Question

A perfect copper crystal has been computed with a standard density functional at a range of volumes. Most of the known rows squeeze the metal, and only one clearly stretches it. Two larger volumes, 6 % and 10 % above the volume at rest, carry question marks.

Ansatz 0.2.0, scalar-relativistic PBE with plane waves and PAW, no spin polarization or dispersion correction: fcc copper at fixed volumes. Wave cutoff 420 eV, 20×20×20 k mesh for the one-atom cell, Gaussian smearing of 0.1 eV. Energies are extrapolated to zero smearing and counted from elemental copper in the same functional; pressure is positive in compression.

```
volume (Å³/atom)  shortest distance (Å)  energy over elements (eV/atom)  pressure (GPa)
          10.521                  2.460                           0.098          24.830
          10.880                  2.487                           0.051          16.850
          10.937                  2.492                           0.045          15.690
          11.238                  2.514                           0.021          10.190
          11.362                  2.523                           0.014           8.150
          11.597                  2.541                           0.005           4.640
          11.810                  2.556                           0.001           1.780
          11.956                  2.567                           0.000           0.010
          12.314                  2.592                           0.004          -3.850
          12.673                  2.617                               ?               ?
          13.151                  2.649                               ?               ?
```

Volume is counted per atom, and the shortest distance is that between neighbouring nuclei. A positive pressure means that the surroundings must push to hold the crystal at that volume; a negative one means that they must pull equally on all sides. The energy over elements is counted from relaxed copper in the same method, so here it is the energy stored by the deformation.

(a) Does copper resist stretching as strongly as squeezing, and why?
(b) Turn the reason into a formula for the pressure.
(c) Predict pressure and energy for the two open rows, each with a range.

Model answer

(a) Stiffness is measured by the bulk modulus, B = −V dP/dV, the pressure change per fractional change of the volume V. Between the two most compressed rows it is 238 GPa. Between the row at rest, 11.956 Å³, and the stretched row it is only 131 GPa. Copper therefore stiffens when squeezed and softens when pulled.

The reason lies in how differently attraction and repulsion depend on distance. When atoms are pushed together, their filled shells overlap and the electrons are confined to less space, which costs energy ever more steeply. When atoms move apart, the overlap that binds them fades, and the pull back towards rest weakens relative to that of an ideal spring. This is standard theory of metallic bonding; the table shows the changing stiffness but does not separate the two contributions.

The bond of a copper dimer, Cu₂, behaves in the same way: a hard wall on the inside, a soft slope on the outside. The analogy covers the shape of the energy curve, not its size. In the crystal each atom has twelve nearest neighbours that share their electrons, and the force is spread over a surface that grows with the volume.

(b) Let V₀ be the volume at rest and q = (V/V₀)^(1/3) the factor by which each length has changed. A simple binding curve with a steep inner side and a fading outer side is

E = −D (1 + u) exp(−u), with u = η(q − 1)

Here E is the binding energy, D sets the energy scale, and η says how quickly the binding fades with distance. Since V = V₀q³, a small change of length changes the volume by dV = 3V₀q² dq. Pressure is P = −dE/dV, which gives

P = [Dη²/(3V₀)] × [(1 − q)/q²] × exp[η(1 − q)]

Close to rest this must reproduce the ordinary bulk modulus B₀, which requires Dη² = 9B₀V₀. The result is known as the Vinet equation:

P = 3B₀ × [(1 − q)/q²] × exp[η(1 − q)]

The factor 1 − q is the spring: it grows with the distance from rest. The exponential strengthens the spring in compression and weakens it in tension.

(c) The volume at rest is taken from the row with almost zero pressure. The two constants are adjusted to the pressures of the nine known rows, which gives B₀ = 140.5 GPa and η = 6.217. For the larger open volume, which took no part in the fit, the steps are:

V/V₀ = 13.151/11.956 = 1.100
q = 1.0323, so 1 − q = −0.0323 and q² = 1.0656
exp(−6.217 × 0.0323) = 0.818
P = 3 × 140.5 × (−0.0323)/1.0656 × 0.818 = −10.45 GPa

The stored energy follows from the same curve with the same constants. The forecasts are:

12.673 Å³: pressure −7.04 ± 0.1 GPa, energy 0.017 ± 0.001 eV/atom.
13.151 Å³: pressure −10.45 ± 0.2 GPa, energy 0.043 ± 0.002 eV/atom.

The ranges are judgements, not statistical intervals. They are guided by a second established formula, the Birch-Murnaghan equation, fitted to the same rows with two constants of its own. It follows the known pressures about as well, yet predicts 0.13 GPa more tension at the larger volume. That difference shows how much the forecast depends on the choice of curve.

In words, the tension should keep growing, but each added Å³ should add less of it. A 6 % stretch should need less force and store less energy than the 6 % squeeze at 11.238 Å³. A constant stiffness should overestimate both tension and energy in the open rows.

The computed values

The withheld rows as computed:

```
volume (Å³/atom)  shortest distance (Å)  energy over elements (eV/atom)  pressure (GPa)
          12.673                  2.617                           0.017          -7.060
          13.151                  2.649                           0.043         -10.520
```

All four values lie within their ranges, and the three statements in words hold as well. The tension reaches 10.52 GPa at the larger volume. Over the last step it grows by 7.2 GPa per Å³, against 10.8 GPa per Å³ just beyond rest. The pull is still increasing, but the spring has become distinctly softer.

Remarks on the reasoning

The small miss at 13.151 Å³ is instructive. The Vinet curve gives 0.07 GPa too little tension and the Birch-Murnaghan curve 0.06 GPa too much, so the computed crystal lies between them. Both curves had to infer the stretched side mainly from squeezed rows, and each does so through its own fixed shape. Close agreement in compression therefore did not decide which curve to trust in tension.

The energy adds up the pressure over the whole path, so the choice of curve moves it only slightly in absolute terms. Even if the pressure were wrong by 0.07 GPa over the last 0.5 Å³, the energy would change by only 0.07 × 0.5/160 ≈ 0.0002 eV, where 160 GPa corresponds to 1 eV/Å³. That is below the last digit of the table. The unrounded total energies do resolve it: they give 0.04325 eV at the larger volume against 0.04303 eV from the Vinet curve, a relative miss of about 0.5 %, similar to the 0.7 % of the pressure and in the same direction. The good energies thus confirm that stress and energy belong to one smooth curve, but at three decimals they are a weak test of the curve's exact shape.

A candidate who used a constant stiffness, with the pressure strictly proportional to the change in volume, would have gone much further astray. With the same B₀, that picture gives a tension of 14.05 GPa at the 10 % stretch, about a third more than computed. At the strongest squeeze it gives 16.87 GPa instead of 24.83 GPa, about a third too little. The errors have opposite signs because the real spring is softer than the constant one on one side and stiffer on the other.

A useful rule follows from the next term of the pressure curve. Let x = V/V₀ − 1 be the fractional volume change and B′ the rate at which the bulk modulus rises with pressure at rest. Then

P ≈ −B₀x [1 − (B′ + 1)x/2]

The Vinet fit gives B′ = 5.14 and the Birch-Murnaghan fit 5.01, so (B′ + 1)/2 is about 3. The pressure from a constant stiffness, −B₀x, is therefore wrong by roughly three times the percentage change in volume, relative to the computed pressure. This holds roughly throughout the series, apart from the row at rest, where the pressure is practically zero; the factor drifts from about 2.7 at the strongest squeeze to about 3.4 at the largest stretch. An engineer can accept the simple picture for a volume change of 1 %, but should hardly do so for 10 %.

The same reasoning carries over to another metal in two steps: its bulk modulus sets the size of the pressures, and B′ sets the asymmetry. Sodium is far softer than copper, although both have about one outer s electron per atom. The expected reasons are that in sodium this electron spreads over a much larger volume, and that sodium lacks the filled 3d shells whose overlap stiffens copper. The same percentage stretch would need much less tension there, while squeezing would again be harder than stretching.

Two limits matter in practical use. The functional makes copper slightly too large, and the crystal is computed without thermal motion, so fractional volume changes transfer to real copper better than the absolute volumes do. The tensions also belong to a flawless crystal pulled evenly from all sides. A real part contains defects and can yield or open voids long before such tensions are reached, so these values are not design strengths.

The printed output below compares both fitted curves and the constant-stiffness picture with the computed rows.

Output of the analysis:

```
fit of pressure on 9 rows: coefficient of 3*(1-q)/q**2*exp(s*(1-q)) 140.5 +/- 0.032, s 6.217; rms 0.0073, worst 10.937 0.0103, leave-one-out rms 0.00923
  rows outside the fit (model, value, miss): 12.673 -7.038, -7.06, 0.0223; 13.151 -10.45, -10.52, 0.0746
fit of pressure on 9 rows: coefficient of 1.5*(y**7-y**5)*(1+s*(y**2-1)) 140.9 +/- 0.035, s 0.7583; rms 0.00813, worst 10.88 -0.0163, leave-one-out rms 0.0151
  rows outside the fit (model, value, miss): 12.673 -7.091, -7.06, -0.0313; 13.151 -10.58, -10.52, -0.0553
Forecasts and rivals (pressures GPa, energies eV/atom):
     row  P_Vinet  P_range  Vinet_less_Birch  P_const_stiffness    E_Vinet  E_range  E_const_stiffness  E_Vinet_less_computed
  10.521    24.83        0          -0.00677              16.87    0.09785        0            0.07553             -0.0001539
   10.88    16.84        0          0.007051              12.65    0.05143        0            0.04247              0.0004317
  10.937     15.7        0          0.007034              11.98    0.04564        0            0.03809              0.0006441
  11.238    10.19        0          0.002629              8.439    0.02145        0            0.01891              0.0004521
  11.362    8.157        0         0.0001421              6.982    0.01436        0            0.01294              0.0003593
  11.597    4.632        0         -0.003174               4.22   0.005031        0           0.004728              3.125e-05
   11.81    1.782        0         -0.002832              1.716  0.0008018        0          0.0007819             -0.0001982
  11.956        0        0                 0                  0          0        0                  0                      0
  12.314   -3.842        0           0.01796             -4.208   0.004425        0           0.004701              0.0004248
  12.673   -7.038      0.1           0.05365             -8.428    0.01673    0.001            0.01886             -0.0002734
  13.151   -10.45      0.2              0.13             -14.05    0.04303    0.002            0.05238              2.514e-05
Pressure derivative of the bulk modulus, Vinet: 5.144
Bulk modulus between the two most compressed rows, GPa: 237.9
Bulk modulus between 11.956 and 12.314 A^3, GPa: 130.8
Energy cost of 3 % squeeze, meV/atom: 5.03
Energy cost of 3 % stretch, meV/atom: 4.46
Tension gained per A^3 from 11.956 to 12.314, GPa: 10.78
Tension gained per A^3 from 12.673 to 13.151, forecast, GPa: 7.129
Tension gained per A^3 from 12.673 to 13.151, computed, GPa: 7.238
```
